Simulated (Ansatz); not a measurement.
## V: the change of pressure with volume per atom

Results calculated with Ansatz 0.2.0, not measured. Periodic Kohn-Sham DFT of a crystal at fixed atoms; pressure and stress are positive in compression; the energy is the free energy less that of spherical unpolarised free atoms; site moments are those in the method's own spheres, positive along +z.

Cell of the first row (space group Im-3m, No. 229):
```
cell vectors (Å)
  -1.4821     1.4821     1.4821
   1.4821    -1.4821     1.4821
   1.4821     1.4821    -1.4821
atoms (fractions of the cell vectors)
V   0.00000  0.00000  0.00000
```

Settings of every row: method frozen-core PAW; functional PBEsol; relativity scalar; k mesh 19x19x19; filling fermi-dirac; smearing width 0.03 eV; wave cutoff 420 eV; paw set soft_2.

Atom:
| element | start moment (bohr magneton) |
| --- | --- |
| V | 1.5 |

Limits: PAW files made with PBE.

| row | volume per atom (Å³) | pressure (GPa) |
| --- | --- | --- |
| 1 | 13.023 | ? |
| 2 | 13.3 | -5.156 |
| 3 | 13.577 | -8.653 |
| 4 | 13.716 | -10.27 |
| 5 | 13.854 | -11.808 |
| 6 | 13.993 | -13.268 |
| 7 | 14.131 | -14.656 |
| 8 | 14.685 | -19.542 |

Cell moment is 0 bohr magneton in every row.

Question: what pressure should row 1 give?

Worked fit of pressure. Take u = (V_r/V)^(2/3) − 1 with V_r = 13.854 Å³ an atom, which is twice the finite (Eulerian) strain; such expansions in the strain, on which the Birch-Murnaghan equation of state is built, carry the rest volume and the bulk modulus. The shown rows have u = 0.02758, 0.01356, 0.0067, 0, -0.00663, -0.01311, -0.03809. Least squares give pressure = −11.8054 + 225.077 × u + 577.27 × u² GPa; a straight line predicts inner rows, each left out in turn, worse (root mean square 0.21 against 0.0046 GPa). The rows lie off it by 0.003, -0.006, 0.001, -0.003, 0.004, 0.001, -0.001 (root mean square 0.0032 GPa). The withheld row has u = 0.0421, so the fit gives −11.8054 + 225.077 × (0.0421) + 577.27 × (0.0421)² = -1.306 GPa.

The calculation gave -1.274 GPa. The fit lies 0.032 GPa (2.5 % of the value, 0.18 % of the column's range) below it; its largest miss of a shown row is 0.006 GPa. This row lies beyond the range of the fit.
